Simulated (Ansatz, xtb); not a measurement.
## C4H7GeNO: which of two isomers lies lower

We compare a, `[GeH3][O]c1ccc[nH]1`, a singlet, with b, `O=[C]1NC=C[CH2][GeH2]1`, a singlet. Both are isolated molecules in the gas phase, relaxed with PBE0-D3(BJ)/def2-SVP; the shapes shown needn't be the lowest conformers.

a (Å):

```yaml
atoms:
  - { symbol: C, position_ang: [0.6135, 0.7734, -0.1693] }
  - { symbol: C, position_ang: [0.5426, 0.1753, 1.0751] }
  - { symbol: C, position_ang: [1.2340, -1.0694, 0.9660] }
  - { symbol: C, position_ang: [1.6950, -1.1830, -0.3235] }
  - { symbol: Ge, position_ang: [-0.7770, 3.0754, 0.3740] }
  - { symbol: N, position_ang: [1.3080, -0.0505, -1.0030] }
  - { symbol: O, position_ang: [0.1545, 1.9328, -0.6628] }
  - { symbol: H, position_ang: [0.1206, 3.5024, 1.5463] }
  - { symbol: H, position_ang: [-2.0419, 2.3551, 0.8675] }
  - { symbol: H, position_ang: [-1.0877, 4.2280, -0.5838] }
  - { symbol: H, position_ang: [0.0545, 0.5783, 1.9605] }
  - { symbol: H, position_ang: [1.3743, -1.8015, 1.7587] }
  - { symbol: H, position_ang: [2.2629, -1.9691, -0.8141] }
  - { symbol: H, position_ang: [1.4944, 0.1666, -1.9716] }
```

b (Å):

```xyz
14

C     2.3383    0.0233   -0.1670
C     1.6247    0.4618    2.1841
C     0.2977    0.2557    2.1587
C    -0.5690   -0.0315    0.9700
Ge    0.4944   -0.6071   -0.5759
N     2.5403    0.4244    1.1310
O     3.2370    0.0335   -0.9805
H     3.4997    0.6947    1.3324
H     2.1000    0.6981    3.1391
H    -0.2029    0.3391    3.1284
H    -1.1425    0.8708    0.6903
H    -1.3223   -0.7973    1.2151
H     0.5452   -2.1378   -0.7144
H     0.0361    0.0244   -1.8974
```

Quicker runs give these differences E(b) − E(a): GFN2-xTB +29.39 kcal/mol; HF/STO-3G +6.50 kcal/mol (at GFN2-xTB geometries); r2SCAN-D4/def2-SVP +0.48 kcal/mol (at GFN2-xTB geometries).

**Question.** Estimate E(b) − E(a) at the level CCSD(T)/def2-SVP + ΔMP2/def2-TZVPP.

**Answer.** Calculated at CCSD(T)/def2-SVP + ΔMP2/def2-TZVPP: E(b) − E(a) = +1.77 kcal/mol, so structure a lies lower.

Level by level:

```json
{"level": "GFN2-xTB", "geometry": "GFN2-xTB", "E(b) − E(a) (kcal/mol)": "+29.39", "departure from the last row (kcal/mol)": "+27.63", "job, with rough time for the two": "optimisation, 0.13 s"}
{"level": "HF/STO-3G", "geometry": "GFN2-xTB", "E(b) − E(a) (kcal/mol)": "+6.50", "departure from the last row (kcal/mol)": "+4.73", "job, with rough time for the two": "single point, 0.4 s"}
{"level": "r2SCAN-D4/def2-SVP", "geometry": "GFN2-xTB", "E(b) − E(a) (kcal/mol)": "+0.48", "departure from the last row (kcal/mol)": "−1.28", "job, with rough time for the two": "single point, 3.5 s"}
{"level": "PBE0-D3(BJ)/def2-SVP", "geometry": "PBE0-D3(BJ)/def2-SVP", "E(b) − E(a) (kcal/mol)": "+1.39", "departure from the last row (kcal/mol)": "−0.38", "job, with rough time for the two": "optimisation, 35 s"}
{"level": "HF/def2-SVP", "geometry": "PBE0-D3(BJ)/def2-SVP", "E(b) − E(a) (kcal/mol)": "+4.23", "departure from the last row (kcal/mol)": "+2.47", "job, with rough time for the two": "part of the CCSD(T) run"}
{"level": "MP2/def2-SVP", "geometry": "PBE0-D3(BJ)/def2-SVP", "E(b) − E(a) (kcal/mol)": "+6.63", "departure from the last row (kcal/mol)": "+4.86", "job, with rough time for the two": "part of the CCSD(T) run"}
{"level": "CCSD(T)/def2-SVP", "geometry": "PBE0-D3(BJ)/def2-SVP", "E(b) − E(a) (kcal/mol)": "+3.09", "departure from the last row (kcal/mol)": "+1.32", "job, with rough time for the two": "single point"}
{"level": "CCSD(T)/def2-SVP + ΔMP2/def2-TZVPP", "geometry": "PBE0-D3(BJ)/def2-SVP", "E(b) − E(a) (kcal/mol)": "+1.77", "departure from the last row (kcal/mol)": "", "job, with rough time for the two": "single point, 84 s"}
```

As drawn, b has 1 C=O, 2 C–N, 1 C=C, 1 C–C, 2 C–Ge, 1 C–H in place of 1 Ge–O, 1 C–O, 3 C∷C, 2 C∷N, 1 Ge–H (∷ is an aromatic bond). Structure a has a 5-membered ring (with an aromatic ring), b a 6-membered ring.

r2SCAN-D4/def2-SVP finds them nearly level. The largest departure from CCSD(T)/def2-SVP + ΔMP2/def2-TZVPP is that of GFN2-xTB, 27.63 kcal/mol. The last row adds to CCSD(T) the change of the MP2 difference between the two basis sets, here −1.32 kcal/mol.

With thermal terms from frequencies at re-optimised GFN2-xTB minima (ideal gas, soft modes damped towards free rotors, one conformer each, 298.15 K, 1 atm): on the last row, ΔE + ΔZPE = +3.11, ΔH = +3.17, ΔG = +3.35 kcal/mol.

The correlated steps freeze 15 core orbitals; the filled d shell of Ge is correlated, in a basis made for valence electrons. Programs: Ansatz 0.2.0, xtb 6.7.1; the last row on 4 threads of Arm Neoverse V2 on a shared host.

The small preference for a reflects a near-cancellation of large bonding terms. The germyloxypyrrole keeps an aromatic ring and a strong, polar Ge–O bond. The cyclic carbamoylgermane gives up both, but gains a C=O bond with amide resonance and two Ge–C bonds. Every level puts a lower, yet the basis-set correction of −1.32 kcal/mol is close in size to the final +1.77 kcal/mol, so the electronic ordering is probable rather than secure.

MP2 widens the Hartree–Fock gap while CCSD(T) narrows it, which suggests that MP2 overstates the correlation stabilisation of the delocalised π system. Vibrations reinforce the preference for a, mostly through zero-point energy, as expected when b exchanges a soft Ge–H stretch for a stiffer C–H one. Entropy adds little, though its direction fits a looser germyloxy group in a and a more constrained ring in b. The comparison doesn't make a the most stable isomer of this composition, since germyl-substituted pyrrolinones, which combine a lactam carbonyl with an intact GeH3 group, could compete.
